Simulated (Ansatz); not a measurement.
# A series in temperature on WC

Results calculated with Ansatz 0.2.0, not measured. Harmonic phonon free energy (zero-point part included), entropy and heat capacity at constant volume from interpolated force constants; periodic cell, basis, potentials, k mesh and filling as listed.

Structure of every row (space group P-6m2, No. 187):
```
WC
1.0
      2.9065     0.0000     0.0000
     -1.4533     2.5171     0.0000
      0.0000     0.0000     2.8366
W C
1 1
Direct
  0.00000 0.00000 0.00000
  0.66667 0.33333 0.50000
```

Settings of every row: functional PBE; dispersion none; potentials PAW; wave cutoff 476.2 eV; density cutoff 1904.8 eV; k mesh 12x12x10; k shift 0x0x0; occupations cold; smearing width 0.1 eV; spin none; phonon method finite displacements; phonon supercell 2x2x2; dipole term of polar modes left out.

Limits: coarse k mesh, up to 40 meV an atom off; small supercell for force constants; volume not checked for rest; no spin-orbit coupling, which can matter with elements this heavy.

| row | temperature (K) | phonon entropy (k_B/atom) | phonon free energy (meV/atom) | phonon heat capacity (k_B/atom) |
| --- | --- | --- | --- | --- |
| 1 | 160 | 0.857 | 75.11 | 1.29 |
| 2 | 240 | 1.483 | 67.02 | 1.809 |
| 3 | 320 | 2.057 | 54.78 | 2.17 |
| 4 | 400 | 2.568 | 38.81 | 2.405 |
| 5 | 480 | 3.021 | 19.51 | 2.558 |
| 6 | 560 | 3.424 | -2.73 | 2.662 |
| 7 | 640 | 3.784 | -27.6 | 2.734 |
| 8 | 720 | ? | ? | ? |
| 9 | 800 | 4.405 | -84.19 | 2.824 |
| 10 | 880 | 4.675 | -115.5 | 2.853 |
| 11 | 960 | 4.925 | -148.6 | 2.875 |

Question: what phonon entropy should row 8 give?

Worked fit of phonon entropy. Entropy rises as the heat capacity times the change of ln T, so take t = ln(T / 300 K). The shown rows have t = -0.6286, -0.2231, 0.0645, 0.2877, 0.47, 0.6242, 0.7577, 0.9808, 1.0761, 1.1632. Least squares give phonon entropy = 1.9452 + 2.05159 × t + 0.45589 × t² k_B/atom; a straight line predicts inner rows, each left out in turn, worse (root mean square 0.12 against 0.022 k_B/atom). The rows lie off it by 0.021, -0.027, -0.022, -0.005, 0.011, 0.021, 0.023, 0.009, -0.006, -0.023 (root mean square 0.018 k_B/atom), a smooth pattern that one more power would take up: the form is only approximate. The slope at t = 0, 2.05 k_B/atom, estimates the heat capacity at 300 K. The withheld row has t = 0.8755, so the fit gives 1.9452 + 2.05159 × (0.8755) + 0.45589 × (0.8755)² = 4.091 k_B/atom.

The calculation gave 4.109 k_B/atom. The fit lies 0.018 k_B/atom (0.44 % of the column's range) below it; its largest miss of a shown row is 0.027 k_B/atom.

The other values of row 8: phonon free energy -54.83 meV/atom; phonon heat capacity 2.785 k_B/atom.
